# Solution key: Hilbert transforms and reciprocal functions of model bands

## Premises and conventions

Energies are in eV and $\hbar=1$. Fermionic Matsubara frequencies are $\omega_n=(2n+1)\pi k_BT$.

**P1.** One band, one site per cell, paramagnetic phase. The non-interacting density of states per site and spin obeys $\rho(\epsilon)\ge0$ and $\int\rho\,d\epsilon=1$. Its Hilbert transform is
$$G(z)=\int d\epsilon\,\frac{\rho(\epsilon)}{z-\epsilon},\qquad \mathrm{Im}\,z\neq0 .$$
The reciprocal function $R$ is the inverse map, $R[G(z)]=z$, wherever the inverse exists.

**P2.** The self-energy is local, so the local Green function is $G(\zeta)$ with $\zeta=i\omega_n+\mu-\Sigma(i\omega_n)$. Causality gives $\mathrm{Im}\,\Sigma$ the sign opposite to $\omega_n$, so $\mathrm{Im}\,\zeta$ has the sign of $\omega_n$.

**P3.** The impurity model obeys $G^{-1}=i\omega_n+\mu-\Delta-\Sigma$ with the same $G$ and $\Sigma$, its level being placed at the zero of $\epsilon$. Solving for $\Delta$ and using P2,
$$\Delta=\zeta-\frac1{G(\zeta)}=R[G]-\frac1G .\tag{1}$$
The lattice enters the self-consistency only through $R$.

## (a) General properties

1. $G$ is analytic off the support of $\rho$, and $G(z^*)=G(z)^*$ because $\rho$ is real. It suffices to treat $\mathrm{Im}\,z>0$.
2. $\mathrm{Im}\,G=-\mathrm{Im}\,z\int\rho\,|z-\epsilon|^{-2}d\epsilon$. Hence $\mathrm{sgn}\,\mathrm{Im}\,G=-\mathrm{sgn}\,\mathrm{Im}\,z$, and $G\neq0$ off the real axis, so (1) is always defined.
3. The Cauchy–Schwarz inequality with weight $\rho$ gives $|G|^2\le\int\rho\,|z-\epsilon|^{-2}d\epsilon$. With step 2, $\mathrm{Im}(1/G)=-\mathrm{Im}\,G/|G|^2\ge\mathrm{Im}\,z$ for $\mathrm{Im}\,z>0$. Therefore $\mathrm{Im}\,\Delta\le0$ there: the bath is causal for every band.
4. $zG\to1$ as $z\to i\infty$, by dominated convergence, since $|z/(z-\epsilon)|\le1$ on the imaginary axis.

## (b) Semicircle

Take $\rho=\frac{2}{\pi D^2}\sqrt{D^2-\epsilon^2}$ on $[-D,D]$. This is the band of the Bethe lattice with hopping $t^*/\sqrt{Z}$ as the coordination $Z\to\infty$, where $D=2t^*$.

**Step 1.** Put $\epsilon=D\cos\theta$, so that $\rho\,|d\epsilon|=\frac2\pi\sin^2\theta\,d\theta$ on $[0,\pi]$. The integrand is even in $\theta$, so
$$G=\frac1\pi\int_0^{2\pi}\frac{\sin^2\theta\,d\theta}{z-D\cos\theta}.$$

**Step 2.** Put $u=e^{i\theta}$. Then $d\theta=du/(iu)$, $\sin^2\theta=-(u^2-1)^2/(4u^2)$ and $z-D\cos\theta=-(Du^2-2zu+D)/(2u)$. Multiplying out,
$$G=\frac1{2\pi i}\oint_{|u|=1}\frac{(u^2-1)^2\,du}{u^2\,(Du^2-2zu+D)} .$$

**Step 3.** The quadratic has roots $u_\pm=(z\pm s)/D$ with $u_+u_-=1$ and $s=\sqrt{z-D}\,\sqrt{z+D}$. With principal roots, $s$ is cut only along $[-D,D]$ and $s\simeq z$ at infinity. A root lies on the unit circle only if $z=D\cos\theta$ for real $\theta$, which is the cut. Since $u_-\to0$ at large $z$ and the cut plane is connected, $|u_-|<1<|u_+|$ everywhere off the cut.

**Step 4.** At the double pole $u=0$ the residue is the coefficient of $u^1$ in $(u^2-1)^2/(D-2zu+Du^2)=1/D+2zu/D^2+\dots$, namely $2z/D^2$. At $u_-$, using $1/u_-=u_+$,
$$\frac{(u_--1/u_-)^2}{D(u_--u_+)}=\frac{u_--u_+}{D}=-\frac{2s}{D^2}.$$
The sum of the two residues is
$$G(z)=\frac{2}{D^2}\,(z-s)=\frac{2u_-}{D}.\tag{2}$$

**Step 5.** The roots sum to $u_-+1/u_-=2z/D$. Inserting $u_-=DG/2$,
$$z=R[G]=\frac1G+\frac{D^2}{4}G,\qquad \Delta=\frac{D^2}{4}G .\tag{3}$$
The map $u\mapsto\frac D2(u+1/u)$ takes the punctured disc $0<|u|<1$ one-to-one onto the cut plane, so (3) is the inverse for $0<|G|<2/D$. The other root of the quadratic (3), $2u_+/D$, grows with $z$ and violates (a4).

## (c) Lorentzian

Take $\rho=\dfrac{t}{\pi(\epsilon^2+t^2)}=\dfrac{t/\pi}{(\epsilon-it)(\epsilon+it)}$ with $t>0$.

For $\mathrm{Im}\,z>0$ the poles in $\epsilon$ are $z$ and $it$ above the axis and $-it$ below. The integrand falls as $|\epsilon|^{-3}$, so the contour may be closed below, clockwise:
$$G=-2\pi i\,\frac{t/\pi}{-2it}\,\frac{1}{z+it}=\frac1{z+it}.$$
Property (a1) gives $1/(z-it)$ for $\mathrm{Im}\,z<0$. Hence
$$z=\frac1G-it\,\mathrm{sgn}(\mathrm{Im}\,z)=\frac1G+it\,\mathrm{sgn}(\mathrm{Im}\,G),\qquad\Delta=-it\,\mathrm{sgn}(\omega_n).\tag{4}$$
The second form uses (a2) and makes $R$ a function of $G$ alone. The upper half plane has $\mathrm{Im}(1/G)>t$, which is the disc $|G+i/(2t)|<1/(2t)$. Since $\Delta$ does not depend on $\Sigma$, there is no feedback, and the problem is a single Anderson impurity in a flat band of infinite width.

## (d) Gaussian

Take $\rho=e^{-\epsilon^2/2t^{*2}}/(\sqrt{2\pi}\,t^*)$, of variance $t^{*2}$. It arises on the hypercubic lattice, $\epsilon_{\mathbf k}=-2t\sum_{a=1}^d\cos k_a$, whose variance is $2dt^2$. With $t=t^*/\sqrt{2d}$ the central limit theorem gives this $\rho$ as $d\to\infty$. In the other common scaling, $t=\tilde t/(2\sqrt d)$, one substitutes $t^*=\tilde t/\sqrt2$.

**Step 1.** For $\mathrm{Im}\,z>0$, $\frac1{z-\epsilon}=-i\int_0^\infty e^{i(z-\epsilon)\tau}d\tau$. The double integral converges absolutely, so the order may be exchanged. With $\int\rho\,e^{-i\epsilon\tau}d\epsilon=e^{-t^{*2}\tau^2/2}$,
$$G=-i\int_0^\infty d\tau\,e^{iz\tau-t^{*2}\tau^2/2}.\tag{5}$$

**Step 2.** Put $\tau=\sqrt2\,v/t^*$ and $x=z/(\sqrt2\,t^*)$. The exponent is $-v^2+2ixv=-(v-ix)^2-x^2$. The function $e^{-v^2}$ is entire and decays along horizontal lines, so $\int_0^\infty e^{-(v-ix)^2}dv=\frac{\sqrt\pi}2\,\mathrm{erfc}(-ix)$. With the Faddeeva function $w(x)=e^{-x^2}\mathrm{erfc}(-ix)$ and the prefactor $\frac{\sqrt2}{t^*}\frac{\sqrt\pi}{2}$,
$$G(z)=-\frac{i}{t^*}\sqrt{\frac\pi2}\;w\!\left(\frac{z}{\sqrt2\,t^*}\right),\qquad\mathrm{Im}\,z>0 .\tag{6}$$
Below the axis one uses (a1), not the continuation of (6). On the imaginary axis $w(iy)=e^{y^2}\mathrm{erfc}(y)$. By (5), $iG(i\omega)$ falls strictly from $\sqrt{\pi/2}/t^*$ to zero as $\omega$ grows, so the inverse on that axis is unique and is found numerically.

**Step 3.** Integration by parts gives $G'(z)=\int\rho'(\epsilon)/(z-\epsilon)\,d\epsilon$. With $\rho'=-\epsilon\rho/t^{*2}$ and $\epsilon/(z-\epsilon)=z/(z-\epsilon)-1$,
$$t^{*2}G'=1-zG .$$
Insert $z=1/G+\Delta(G)$. Then $1-zG=-G\Delta$ and $1/G'=-G^{-2}+d\Delta/dG$, so $t^{*2}=\Delta/G-G\Delta\,d\Delta/dG$, or
$$\Delta=t^{*2}G+G^2\Delta\frac{d\Delta}{dG}.$$
The ansatz $\Delta=t^{*2}G+aG^3+bG^5+\dots$ gives $\Delta\,d\Delta/dG=t^{*4}G+4at^{*2}G^3+\dots$, so $a=t^{*4}$ and $b=4t^{*6}$:
$$R[G]\sim\frac1G+t^{*2}G+t^{*4}G^3+4t^{*6}G^5+\dots\tag{7}$$
This series is asymptotic only. If it converged near $G=0$, its inverse would be a convergent series in $1/z$. The formal inverse is unique and equals the moment series $\sum_n(2n-1)!!\,t^{*2n}/z^{2n+1}$, which diverges for every $z$.

## (e) General expansion and the tail of the hybridisation

Define $\epsilon_1=\int\rho\,\epsilon\,d\epsilon$, the central moments $\mu_n=\int\rho\,(\epsilon-\epsilon_1)^nd\epsilon$, and $\mu_2=\mathrm{var}(\epsilon)$. Write $z'=z-\epsilon_1$, $\epsilon'=\epsilon-\epsilon_1$ and $q=1/z'$.

**Step 1.** If $|\epsilon'|\le W$ on the support, the geometric series converges uniformly for $|z'|>W$:
$$G=q\,(1+\mu_2q^2+\mu_3q^3+\mu_4q^4+\dots).$$
This is analytic at $q=0$ with unit slope, so the inverse function theorem gives a convergent inverse near $G=0$, which starts as $q=G-\mu_2G^3+O(G^4)$.

**Step 2.** Expanding the reciprocal of the bracket,
$$\frac1G=z'-\mu_2q-\mu_3q^2-(\mu_4-\mu_2^2)q^3+O(q^4).$$

**Step 3.** Solve for $z'$ and substitute $q(G)$. The term $\mu_2q$ contributes a further $-\mu_2^2G^3$:
$$R[G]=\frac1G+\epsilon_1+\mu_2G+\mu_3G^2+(\mu_4-2\mu_2^2)G^3+O(G^4).\tag{8}$$
For the semicircle $\mu_2=D^2/4$ and $\mu_4=D^4/8=2\mu_2^2$, so the cubic term vanishes, as in (3). For the Gaussian $\mu_4=3t^{*4}$ gives the coefficient $t^{*4}$, as in (7).

**Step 4.** The leading term needs only a finite variance. From $\frac{z'}{z'-\epsilon'}=1+\frac{\epsilon'}{z'}+\frac{\epsilon'^2}{z'(z'-\epsilon')}$ and $\int\rho\,\epsilon'\,d\epsilon=0$ one has $z'G-1=\frac1{z'}\int\rho\,\epsilon'^2/(z'-\epsilon')\,d\epsilon$. Dividing by $G$ gives the exact identity
$$\Delta-\epsilon_1=\frac1{z'G}\int d\epsilon\,\frac{\rho\,\epsilon'^2}{z'-\epsilon'} .\tag{9}$$
As $z'\to i\infty$ with bounded real part, $|z'/(z'-\epsilon')|\le|z'|/\mathrm{Im}\,z'$ stays bounded. Dominated convergence gives $z'G\to1$ and $z'\int\rho\,\epsilon'^2/(z'-\epsilon')\,d\epsilon\to\mu_2$, so $z'(\Delta-\epsilon_1)\to\mu_2$.

**Step 5.** For a local interaction $\Sigma=\Sigma_\infty+\Sigma_1/(i\omega)+\dots$, where $\Sigma_\infty=Un/2$ in the paramagnetic Hubbard model with $n$ electrons per site. Then $G=1/(\zeta-\epsilon_1)+O(\omega^{-3})=1/(i\omega)+(\epsilon_1-\mu+\Sigma_\infty)/(i\omega)^2+\dots$, and (1) with (8) gives
$$\Delta(i\omega)=\epsilon_1+\frac{\mu_2}{i\omega}+\frac{\mu_3+\mu_2(\epsilon_1-\mu+\Sigma_\infty)}{(i\omega)^2}+\dots\tag{10}$$
The constant $\epsilon_1$ is the band centre and belongs to the impurity level. The decaying part, $\Delta-\epsilon_1$, falls as $\mathrm{var}(\epsilon)/(i\omega)$ with a coefficient independent of $U$, $T$ and filling. A bath $\Delta-\epsilon_1=\sum_k|V_k|^2/(i\omega-\epsilon_k)$ must therefore obey $\sum_k|V_k|^2=\mu_2$. For a hopping matrix $h$ one has $\epsilon_1=h_{ii}$ and $\int\rho\,\epsilon^2d\epsilon=(h^2)_{ii}=\sum_j|h_{ij}|^2$, so $\mu_2=\sum_{j\ne i}|h_{ij}|^2$.

**Step 6.** At particle–hole symmetry ($\epsilon_1=\mu_3=0$, $\mu=\Sigma_\infty$) one has $\zeta=i\omega-\Sigma_1/(i\omega)+\dots$ and $G=1/(i\omega)+(\mu_2+\Sigma_1)/(i\omega)^3+\dots$, so
$$\Delta=\frac{\mu_2}{i\omega}\left[1-\frac{\mu_2+\Sigma_1+(\mu_4-2\mu_2^2)/\mu_2}{\omega^2}+\dots\right],\tag{11}$$
with $\Sigma_1=U^2/4$ in the half-filled Hubbard model.

## (f) Range of validity

- Equations (2)–(6) are exact properties of the model bands for $\mathrm{Im}\,z\ne0$, with (5) and (6) written for the upper half plane. Their use in (1) rests on P1–P3. The local self-energy is exact for the Hubbard model at infinite coordination and is an approximation otherwise. Sublattice order and several orbitals need a modified or matrix form.
- Series (8) converges near $G=0$ for a bounded band, is asymptotic for the Gaussian, and terminates for the semicircle.
- For the Lorentzian $\mu_2$ is infinite and even $\int\rho\,|\epsilon|\,d\epsilon$ diverges. Equations (8)–(11) do not apply, and $\Delta$ does not decay.
- $R$ need not be single-valued. For two sharp levels of weight $1/2$ at $\pm a$, $G=z/(z^2-a^2)$ and $G'=-(z^2+a^2)/(z^2-a^2)^2$ vanishes at $z=\pm ia$, where $R$ has branch points. The form $\Delta=\zeta-1/G(\zeta)$ needs no inversion and stays valid.
- By (11), the tail $\mu_2/(i\omega)$ is accurate only when $\omega^2$ is large against $\mu_2+\Sigma_1+(\mu_4-2\mu_2^2)/\mu_2$, which for the semicircle is $(D^2+U^2)/4$ at half filling.

## (g) Numerical illustration

Inputs are a model semicircular band with $D=1$ eV, $T=300$ K, $\mu=0$ and $U=0$, so $\Sigma=0$ and $\zeta=i\omega_0$. The numbers are the model's and describe no material.

$k_BT=0.025852$ eV and $\omega_0=\pi k_BT=0.081216$ eV. Write $G=-ig$ and $\Delta=-i\delta$. Then $1/G=i/g$ and (1) reads $\delta=1/g-\omega_0$.

**Semicircle.** On the positive imaginary axis $s=i\sqrt{\omega^2+D^2}$, and $\sqrt{\omega_0^2+D^2}=1.003293$ eV. Equation (2) gives $g=2(1.003293-0.081216)\ \mathrm{eV^{-1}}=1.8442\ \mathrm{eV^{-1}}$. Equation (3) gives $\delta=D^2g/4=0.4610$ eV. The branch condition holds, since $Dg/2=0.922<1$.

**Comparison bands.** The Lorentzian is given the same $\rho(0)$: $1/(\pi t)=2/(\pi D)$ fixes $t=0.5$ eV, and $g=1/(\omega_0+t)$. The Gaussian is given the same variance, $\mu_2=0.25\ \mathrm{eV^2}$, so $t^*=0.5$ eV. Then $y=\omega_0/(\sqrt2\,t^*)=0.11486$, $w(iy)=0.88253$ and $\sqrt{\pi/2}/t^*=2.5066\ \mathrm{eV^{-1}}$.

| band | $g$ (eV$^{-1}$) | $1/g$ (eV) | $\delta$ (eV) |
|---|---|---|---|
| semicircle | 1.8442 | 0.5423 | 0.4610 |
| Lorentzian | 1.7205 | 0.5812 | 0.5000 |
| Gaussian | 2.2122 | 0.4520 | 0.3708 |

In each row $1/g-\delta=\omega_0$ up to rounding in the last digit.

**Gaussian series.** Here $t^*g=1.106$, and (7) reads $\delta\sim t^{*2}g-t^{*4}g^3+\dots$ with terms $0.553$ eV and $0.677$ eV. The second term exceeds the first, so the series is useless at $\omega_0$ and (6) must be used.

**Tail.** The tail alone would give $\mu_2/\omega_0=3.078$ eV. For the semicircle at $U=0$, $\delta=(\sqrt{\omega^2+D^2}-\omega)/2$, and the ratio of tail to exact value is $(\sqrt{\omega^2+D^2}+\omega)/(2\omega)$. At $\omega_0$ this ratio is $6.68$: the lowest frequency lies deep inside the band, where $\delta$ approaches its limit $D/2$ and the $1/\omega$ law does not hold. The tail exceeds the exact $\delta$ by $5.74\,\%$ at $n=12$ ($\omega_{12}=2.030$ eV) and by $4.95\,\%$ at $n=13$ ($\omega_{13}=2.193$ eV), the first Matsubara frequency of this model at which the excess is below five per cent.